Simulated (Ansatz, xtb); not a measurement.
C3H8GeS: which of two isomers lies lower

Structure a: `C=[CH][GeH2][S]C`, a singlet. Structure b: `C=C[CH2][GeH2][SH]`, a singlet. Both are isolated molecules in the gas phase, relaxed with PBE-D3(BJ)/def2-SVP; each stands in its lowest conformer found.

a (Å):

```yaml
atoms:
  - { symbol: C, position_ang: [0.9145, -1.0154, -0.2426] }
  - { symbol: C, position_ang: [1.4090, 0.2183, -0.4600] }
  - { symbol: C, position_ang: [-0.7156, 2.0588, 1.8654] }
  - { symbol: Ge, position_ang: [0.2965, 1.7066, -1.0521] }
  - { symbol: S, position_ang: [0.0619, 3.1734, 0.6312] }
  - { symbol: H, position_ang: [-0.1456, -1.2597, -0.4324] }
  - { symbol: H, position_ang: [1.5450, -1.8431, 0.1275] }
  - { symbol: H, position_ang: [2.4740, 0.4244, -0.2496] }
  - { symbol: H, position_ang: [-1.0900, 1.1323, -1.4676] }
  - { symbol: H, position_ang: [0.9487, 2.5188, -2.1998] }
  - { symbol: H, position_ang: [-1.7359, 1.7580, 1.5548] }
  - { symbol: H, position_ang: [-0.7854, 2.6307, 2.8103] }
  - { symbol: H, position_ang: [-0.0999, 1.1542, 2.0396] }
```

b (Å):

```xyz
13

C    -0.2562    1.2893    3.0180
C    -0.6384    0.7508    1.8409
C    -0.1155   -0.5209    1.2635
Ge    1.3155   -0.1327   -0.0724
S     2.9457    0.9817    0.9909
H     0.4552    0.7711    3.6825
H    -0.6570    2.2546    3.3629
H    -1.3547    1.3120    1.2124
H    -0.9018   -1.0950    0.7306
H     0.3444   -1.1733    2.0327
H     1.9599   -1.4340   -0.6189
H     0.7219    0.7026   -1.2437
H     2.0302    1.7424    1.6659
```

Quicker runs give these differences E(b) − E(a): GFN2-xTB −42.9 kJ/mol; HF/STO-3G +11.2 kJ/mol (at GFN2-xTB geometries); r2SCAN-D4/def2-SVP −31.8 kJ/mol (at GFN2-xTB geometries).

Problem. Estimate which is lower in electronic energy at CCSD(T)/def2-SVP + ΔMP2/def2-TZVPP, and by roughly how much.

Solution. The CCSD(T)/def2-SVP + ΔMP2/def2-TZVPP calculation puts structure b lower, by 25.8 kJ/mol.

The same difference at several levels:

```tsv
level	geometry	E(b) − E(a) (kJ/mol)	departure from the last row (kJ/mol)	job, with rough time for the two
GFN2-xTB	GFN2-xTB	−42.9	−17.1	optimisation, 0.32 s
HF/STO-3G	GFN2-xTB	+11.2	+37.0	single point, 0.36 s
r2SCAN-D4/def2-SVP	GFN2-xTB	−31.8	−6.1	single point, 2.1 s
PBE-D3(BJ)/def2-SVP	PBE-D3(BJ)/def2-SVP	−34.1	−8.3	optimisation, 16 s
HF/def2-SVP	PBE-D3(BJ)/def2-SVP	−25.9	−0.1	part of the CCSD(T) run
MP2/def2-SVP	PBE-D3(BJ)/def2-SVP	−34.6	−8.8	part of the CCSD(T) run
CCSD(T)/def2-SVP	PBE-D3(BJ)/def2-SVP	−32.6	−6.8	single point
CCSD(T)/def2-SVP + ΔMP2/def2-TZVPP	PBE-D3(BJ)/def2-SVP	−25.8		single point, 28 s
```

As drawn, b has 1 C–C, 1 S–H in place of 1 C–S, 1 C–H.

HF/STO-3G puts the two in the other order. The largest departure from CCSD(T)/def2-SVP + ΔMP2/def2-TZVPP is that of HF/STO-3G, 37.0 kJ/mol. The last row adds to CCSD(T) the change of the MP2 difference between the two basis sets, here +6.8 kJ/mol.

With thermal terms from frequencies at re-optimised GFN2-xTB minima (ideal gas, soft modes damped towards free rotors, one conformer each, 298.15 K, 1 atm): on the last row, ΔE + ΔZPE = −30.8, ΔH = −31.7, ΔG = −29.3 kJ/mol.

The correlated steps freeze 17 core orbitals; the filled d shell of Ge is correlated, in a basis made for valence electrons. Codes used: Ansatz 0.2.0, xtb 6.7.1; the last row on 4 threads of Intel(R) Xeon(R) Platinum 8375C CPU @ 2.90GHz (Ice Lake) on a shared host.

The allyl thiol, b, lies below the vinyl methyl sulfide, a, and the thermal terms leave that order intact. The main reason is probably the exchange of a weak C–S bond for a stronger C–C bond, which outweighs the cost of replacing C–H with the weaker S–H. Moving germanium from an sp² to an sp³ carbon should work against b. Its geometry offers some compensation: the C–Ge bond stands nearly perpendicular to the vinyl plane, as σ–π hyperconjugation requires, and the thiol hydrogen points towards the double bond, suggesting a weak S–H···π contact.

The reversed order from HF/STO-3G reflects chiefly the minimal basis, which lacks polarisation functions on sulfur and germanium, since Hartree–Fock in def2-SVP already favours b. The near-perfect agreement of the latter with the last row is a cancellation: correlation strengthens the preference for b, while the larger basis weakens it, perhaps partly by reducing superposition error in the folded thiol. The energy difference says nothing about the barrier to interconversion.
